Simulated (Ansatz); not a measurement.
# Redistribution: C2ClF5 + CHBr3 → C2HF5 + CBr3Cl

Species: C2ClF5 (chloropentafluoroethane) `FC(F)(F)C(F)(F)Cl`, singlet; CHBr3 (bromoform) `BrC(Br)Br`, singlet; C2HF5 (pentafluoroethane) `FC(F)C(F)(F)F`, singlet; CBr3Cl `ClC(Br)(Br)Br`, singlet. The partners trade Cl for H; both sit on C, so the bond types are kept.

Shapes, held fixed at every level: PBE0-D4/def2-TZVP. Programs: Ansatz 0.2.0. The zero-point and thermal change to 298 K, harmonic and unscaled (PBE0-D4/def2-TZVP), is +0.4 kJ/mol.

```
               level                    kind  ΔH(298 K) (kJ/mol)  CPU time (sum over the molecules)
       HF/def2-TZVPP            Hartree–Fock               +43.4                                  –
    SPW92/def2-TZVPP                     LDA               +37.2                               17 s
   PBE-D4/def2-TZVPP                     GGA               +32.5                               33 s
r2SCAN-D4/def2-TZVPP                meta-GGA               +39.8                               73 s
  PBE0-D4/def2-TZVPP           global hybrid               +35.2                               53 s
  wB97M-V/def2-TZVPP  range-separated hybrid               +36.0                            2.8 min
  wB97X-V/def2-TZVPP  range-separated hybrid               +36.7                            1.9 min
      MP2/def2-TZVPP     perturbation theory               +25.3                                  –
```

MP2/def2-TZVPP gives ΔH(298 K) = +25.3 kJ/mol; the levels span +25.3 to +43.4. The median of the levels is +36.4. No measured value is set beside it here. Relativity is left out for Br. Outer-core shells of Br are correlated, in sets that cover them unevenly. MP2/def2-TZVPP lies outside the range of all other levels here, so it shouldn't be taken on trust. Times are processor times on shared x86 and Arm servers, and rough.

The exchange is endothermic at every level, so chlorine favours the fluorinated carbon and hydrogen the brominated one. With a zero-point and thermal change of only +0.4 kJ/mol, this preference is almost wholly electronic. It can't be put down to the stability of the tribromomethyl radical: the same two radicals would result from breaking the exchanged bonds on either side, so their energies cancel. What remains is how each carbon accommodates chlorine relative to hydrogen. The likely main cause is crowding in CBr3Cl, where chlorine meets three large bromines and their lone pairs, whereas hydrogen in bromoform relieves that repulsion. Lone-pair donation from fluorine into the C–Cl antibonding orbital may also favour the reactants.

Hartree–Fock gives the largest value, probably because it misses the dispersion attraction between the packed halogens. The density functionals, from +32.5 to +39.8 kJ/mol, support the sign and rough size of the preference, but not a value to within a few kJ/mol. The enthalpy says nothing about the barrier to exchange.
